## Shielding across one molecule: element, bonding and charge in a fluorinated ether

A nucleus in a magnetic field feels a field reduced by the currents that the electrons carry. The reduction in parts per million is the shielding. The ether CH$_3$CHF–O–CHF–CHF$_2$ holds carbon, fluorine, oxygen and hydrogen in several environments, computed here at one modest density-functional level for a single conformer.

GIAO shieldings of C4H6F4O, SMILES `C[C@@H](F)O[C@H](F)C(F)F`, from PySCF 2.14.0 with density fitting at the non-relativistic OPBE/6-31G level, for one conformer in the gas phase at its GFN2-xTB geometry. Shifts are relative to TMS for 1H and 13C, CFCl3 for 19F and H2O for 17O, each computed at the same level.

| atom | equivalent | bonded to | shift (ppm) | shielding (ppm) | paramagnetic part (ppm) | span (ppm) | IAO charge (e) |
| --- | --- | --- | --- | --- | --- | --- | --- |
| C1 | 1 | C H H H | 23.1 | 178.3 | -71.4 | 40 | -0.47 |
| C2 | 1 | C F H O | 107.2 | 94.3 | -143.9 | 58 | 0.28 |
| F3 | 1 | C | -185.4 | 329.2 | -142.6 | 149 | -0.29 |
| O4 | 1 | C C | 117.0 | 198.2 | -201.8 | 79 | -0.33 |
| C5 | 1 | C F H O | 104.9 | 96.6 | -144.0 | 53 | 0.24 |
| F6 | 1 | C | -199.1 | 342.8 | -127.5 | 137 | -0.29 |
| C7 | 1 | C F F H | 117.3 | 84.2 | -160.5 | 37 | 0.35 |
| F8 | 1 | C | -175.2 | 318.9 | -147.1 | 156 | -0.26 |
| F9 | 1 | C | -172.4 | 316.1 | -155.7 | 166 | -0.25 |
| H10 | 3 | C | 1.7 | 31.4 | 2.2 | 10 | 0.18 |
| H13 | 1 | C | 6.3 | 26.7 | -1.5 | 6 | 0.15 |
| H14 | 1 | C | 6.0 | 27.1 | -0.5 | 5 | 0.17 |
| H15 | 1 | C | 6.2 | 26.9 | -0.4 | 5 | 0.17 |

Heavy atoms are numbered along the chain. F3 and H13 sit on C2, F6 and H14 on C5, and F8, F9 and H15 on C7, while H10 is the average of the three methyl hydrogens. The shift is the shielding of the reference compound less the shielding here, so a less shielded nucleus has a larger shift. The span is the highest less the lowest of the three principal values of the shielding tensor, whose mean is the shielding. The diamagnetic part used below is the shielding less the paramagnetic part. The printed output after the text gives all models row by row.

### 1. What sets the scale of shielding for each element?

The diamagnetic part comes from the free circulation of the electrons round the nucleus. For a spherical atom it is given by the Lamb formula, in atomic units $\sigma_d=(\alpha^2/3)\sum_i\langle 1/r\rangle_i$, with $\alpha$ the fine-structure constant and $\alpha^2/3$ about 17.8 ppm. A screened hydrogenic electron of shell $n$ has $\langle 1/r\rangle=Z_{\rm eff}/n^2$, and Slater's rules supply $Z_{\rm eff}$, so nothing is fitted. For neutral fluorine, with two 1s and seven valence electrons,

$$Z_{1s}=9-0.3=8.7,\qquad Z_{\rm val}=9-1.7-6(0.35)=5.2,$$

$$\sigma_d=\frac{\alpha^2}{3}\left(2\times 8.7+\tfrac{7\times 5.2}{4}\right)=470.4\ \text{ppm}.$$

The table gives $342.8+127.5=470.3$ ppm for F6. So close a match is partly luck, but the formula is within 1.4 % of the computed diamagnetic part for every F and O row. Two thirds of the sum comes from the 1s pair, which bonding hardly touches, and this is why the diamagnetic part marks the element more than the site.

The formula weakens as more of an atom's electrons take part in bonds. It is 4 to 9 % too high for carbon and 35 to 39 % too low for hydrogen, relative to the computed part. Hydrogen has no core, and its density is that of a bond, so a free-atom formula has no claim there. The division into two parts also depends on the gauge convention, and only their sum is observable.

### 2. Why is the methyl carbon so much more shielded than the other three?

The numbers place the gap mainly in the paramagnetic part: of the 84.0 ppm between C1 and C2, it carries 72.5. This part arises because the field rotates an occupied p orbital on the atom into an empty one, which drives a current that reinforces the field at the nucleus. Second-order perturbation theory with one average excitation energy $\Delta E$ gives the Karplus–Pople form

$$\sigma_p=-\frac{\alpha^2}{2}\,\langle r^{-3}\rangle_{2p}\,\frac{Q}{\Delta E},\qquad \langle r^{-3}\rangle_{2p}=\frac{Z_{\rm val}^3}{24},$$

where $Q$ measures how much room the 2p shell leaves for such rotation.

The simplest reading is contraction. Fluorine and oxygen pull charge $q$ from carbon, the remaining electrons screen each other less, $Z_{\rm val}$ rises by $0.35\,q$, and $\langle r^{-3}\rangle$ grows as its cube. With the IAO charges this predicts a paramagnetic part 1.31 times larger at C7 than at C1, whereas the calculation gives 2.25. Contraction acts in the right direction but supplies only about a quarter of the increase. The rest must sit in $Q/\Delta E$, in effects of neighbouring atoms that a one-centre estimate leaves out, or in the crudeness of Slater screening; low-lying empty C–F and C–O orbitals with much weight on carbon are a plausible but untested source.

### 3. Fluorine's 2p shell is far tighter than carbon's. Why is its paramagnetic part no larger?

The same estimate makes $\langle r^{-3}\rangle$ about 3.5 times larger on fluorine than on the substituted carbons, yet the mean paramagnetic parts stand in the ratio 0.96. Theory points to the filling of the shell. With populations $P_x,P_y,P_z$ of the three 2p orbitals, the one-centre term is

$$Q=\tfrac43(P_x+P_y+P_z)-\tfrac23(P_xP_y+P_yP_z+P_zP_x).$$

A carbon with one electron in each orbital has $Q=2$. Small changes of population round that value alter $Q$ only in second order, so this term is unlikely to supply the factor missing in question 2. A full shell, as in the fluoride ion, has $Q=0$, because rotation takes filled orbitals only into filled ones. A bonded fluorine has two lone pairs and a hole $h$ in the orbital along the bond, and inserting $(2,2,2-h)$ gives $Q=4h/3$.

A charge of $-0.29$ means a hole of about 0.7 electron, if it all lies in that orbital, so $Q$ is near 1. Shell filling thus halves the response and accounts for a good part of the factor needed, though not for all of it. It also gives a rule for guessing: a more ionic fluorine has a smaller hole and should, other things equal, be more shielded. The geminal pair F8 and F9 follow it, being both less negative and less shielded than F3 and F6, although more than half of the gap between F3 and F8 is diamagnetic and so lies outside the rule. F3 and F6 do not follow it: their charges agree to two decimals, their shieldings do not.

### 4. Can atomic charge then predict the shift?

For carbon it appears to. A straight line through the four carbon shifts against IAO charge has a slope of 114 ppm per electron and misses no point by more than 1.5 ppm. The three substituted carbons alone give nearly the same slope, 116. That agreement rests on few points, and it depends on how charge is defined. Mulliken charges do as well, but charges fitted to the electrostatic potential put C2 above C7 and leave an error of 15.5 ppm in the shift.

The line is therefore a correlation in which charge and shift both respond to the electronegative neighbours. A mere count would not do, since C2, C5 and C7 have two each. It does not establish one mechanism, as the smallest gap shows: the 2.3 ppm between C2 and C5 lies wholly in the diamagnetic part, although the large gaps are mainly paramagnetic. The other elements break the pattern. F3 and F6 carry the same charge and differ by 13.6 ppm in shielding. The methyl hydrogens are the most positive hydrogens and also the most shielded, by about 4.5 ppm, so a count of electrons on hydrogen misses the usual deshielding by F and O on the same carbon.

### 5. What orders the four fluorines, and does the span reveal it?

The hole picture is directional. A field along the C–F bond turns one lone pair into the other and induces little paramagnetic current, while a field across the bond turns a lone pair into the empty antibonding orbital. One principal value should then be high and insensitive to the site. The principal values of the same calculation agree only in part. Over the four fluorines the highest varies by only 5.6 ppm, the lowest by 29 and the middle one by 51. Yet the highest still lies about 80 ppm below the diamagnetic part, so the paramagnetic current does not seem to be small in any direction, unless the diamagnetic part, known here only as an average, itself varies strongly with direction. The output gives no directions, and that the highest value belongs to the bond is an assumption.

If the bond were axially symmetric, both lower values would move together by some $\delta$, changing the shielding by $2\delta/3$ and the span by $-\delta$. From F6 to F9 the span grows by 29 ppm, which predicts a loss of 19.3 ppm of shielding against the computed 26.7. The model gets the order right but falls short for each of the three pairs that include F6, because the middle value moves most, supplying about 60 % of each gap, and the span ignores it. Between F8 and F9 it overshoots instead: the span grows by 10 ppm, which predicts a loss of 6.7 ppm against the computed 2.8, since the highest value rises while the other two fall.

The tensors are in fact far from that axial shape. At F6 the principal values are 255, 381 and 392 ppm, so the two lower ones are very unequal. At all four fluorines the middle value is closer to the highest than to the lowest, where the picture expects one high value and two low ones. Either the surroundings treat the two directions across the bond very differently, or the highest value does not lie along the bond; these data cannot decide. Shielding at fluorine thus depends on more than one charge can describe, probably on the other groups on the carbon and their orientation. The gap between F3 and F6 is paramagnetic; that it stems from methyl against CHF$_2$ as neighbour, or from the torsion angles of this conformer, is a guess.

### 6. Which digits can be trusted, and what would another setting change?

Adding shift and shielding recovers the reference, 143.7 ppm for fluorine in CFCl$_3$. The measured value is roughly 190 (a rough recalled figure), so the reference alone makes every fluorine shift about 46 ppm too negative, apart from errors in the ether itself. Differences between fluorine rows are free of this offset, and a change of reference would slide them all together. The basis has no polarization or diffuse functions and vibrations are not averaged, so the error cannot be laid on the functional alone. The paramagnetic part depends on the empty orbitals, which a small basis describes poorly. Fluorine and oxygen, whose lone pairs also need the missing functions, are probably the rows most exposed to a better basis.

Small gaps are limited by the frozen geometry. F8 and F9 are diastereotopic and need not become equal, but their 2.8 ppm is the remainder of $+8.6$ paramagnetic and $-5.8$ diamagnetic, and averaging over rotamers could change or reverse it. The same holds for hydrogen. The three methyl hydrogens, equivalent once the group rotates, spread over 0.43 ppm in this structure, more than the 0.34 ppm that covers H13, H14 and H15, so the order of those three is not secure.

The charges deserve the same care. A change of 0.01 in an IAO charge, small against the differences between charge schemes, is worth about 1 ppm on the carbon line. Its misfits of up to 1.5 ppm are not mere rounding, but they are too small to carry a meaning of their own. Gaps of tens of ppm within one element, and the separation of methyl from the other hydrogens, are large against these limits. Tenths of a ppm describe this calculation only.

Numerical output:

```
rounding: 0.05 ppm per entry, 0.1 per difference, 0.5 in span, 0.005 e or more in charge
reference shielding = shift + shielding (ppm): H 33.1 (spread 0.1), C 201.5 (spread 0.1), O 315.2 (spread 0.0), F 143.7 (spread 0.1)
atom, diamagnetic, Lamb neutral, error %, Lamb with charge (ppm), <r^-3> (au), implied Q/dE (1/Eh)
C1    249.7  260.0   +4.1  263.6   1.22   2.19
C2    238.2  260.0   +9.2  257.6   1.56   3.46
F3    471.8  470.4   -0.3  473.8   5.52   0.97
O4    400.0  394.5   -1.4  397.9   3.63   2.09
C5    240.6  260.0   +8.1  258.0   1.54   3.50
F6    470.3  470.4   +0.0  473.8   5.52   0.87
C7    244.7  260.0   +6.3  257.0   1.60   3.77
F8    466.0  470.4   +0.9  473.5   5.56   0.99
F9    471.8  470.4   -0.3  473.3   5.57   1.05
H10    29.2   17.8  -39.2   14.6 
H13    28.2   17.8  -37.1   15.1 
H14    27.6   17.8  -35.7   14.7 
H15    27.3   17.8  -35.0   14.7 
worst Lamb rows: heavy C2 , all H10
C2/C1 ratio: paramagnetic 2.02, <r^-3> from charge 1.28
C5/C1 ratio: paramagnetic 2.02, <r^-3> from charge 1.26
C7/C1 ratio: paramagnetic 2.25, <r^-3> from charge 1.31
mean <r^-3> F/C(2,5,7) 3.5, mean paramagnetic ratio 0.96
C shift on IAO charge (C1 C2 C5 C7): slope 114 ppm/e, residuals +0.0 -1.5 +0.8 +0.6 ppm
  same without C1 (C2 C5 C7): slope 116 ppm/e, residuals -1.4 +0.9 +0.5 ppm
C shift on Mulliken charge: slope 98 ppm/e, residuals -0.0 -1.2 +1.1 +0.2 ppm
C shift on Hirshfeld charge: slope 379 ppm/e, residuals -0.3 -5.9 +2.9 +3.3 ppm
C shift on ESP charge: slope 74 ppm/e, residuals -4.2 -15.5 +7.5 +12.2 ppm
F shift on IAO charge (F3 F6 F8 F9): slope 517 ppm/e, residuals +6.7 -7.0 +1.4 -1.0 ppm
H shift on IAO charge (H10 H13 H14 H15): slope -123 ppm/e, residuals -1.8 -0.9 +1.3 +1.5 ppm
pair: shielding difference = paramagnetic + diamagnetic (ppm); charge difference (e)
C1-C2: +84.0 = +72.5 +11.5; -0.75
C1-C7: +94.1 = +89.1 +5.0; -0.82
C5-C2: +2.3 = -0.1 +2.4; -0.04
C2-C7: +10.1 = +16.6 -6.5; -0.07
F6-F3: +13.6 = +15.1 -1.5; +0.00
F3-F8: +10.3 = +4.5 +5.8; -0.03
F8-F9: +2.8 = +8.6 -5.8; -0.01
H10-H13: +4.7 = +3.7 +1.0; +0.03
H10-H15: +4.5 = +2.6 +1.9; +0.01
F principal values, range over four F (low, middle, high): 29.2 50.8 5.6 ppm
F6-F3: 13.6 ppm, axial model 8.0, share of middle value 60 %
F6-F8: 23.9 ppm, axial model 12.7, share of middle value 58 %
F6-F9: 26.7 ppm, axial model 19.3, share of middle value 63 %
F shifts with a rough recalled reference of 190 (offset +46): -139 -153 -129 -126 ppm
static spread of the methyl H 0.43 ppm, range of H13-H15 0.34 ppm, gap of means 4.48 ppm
```
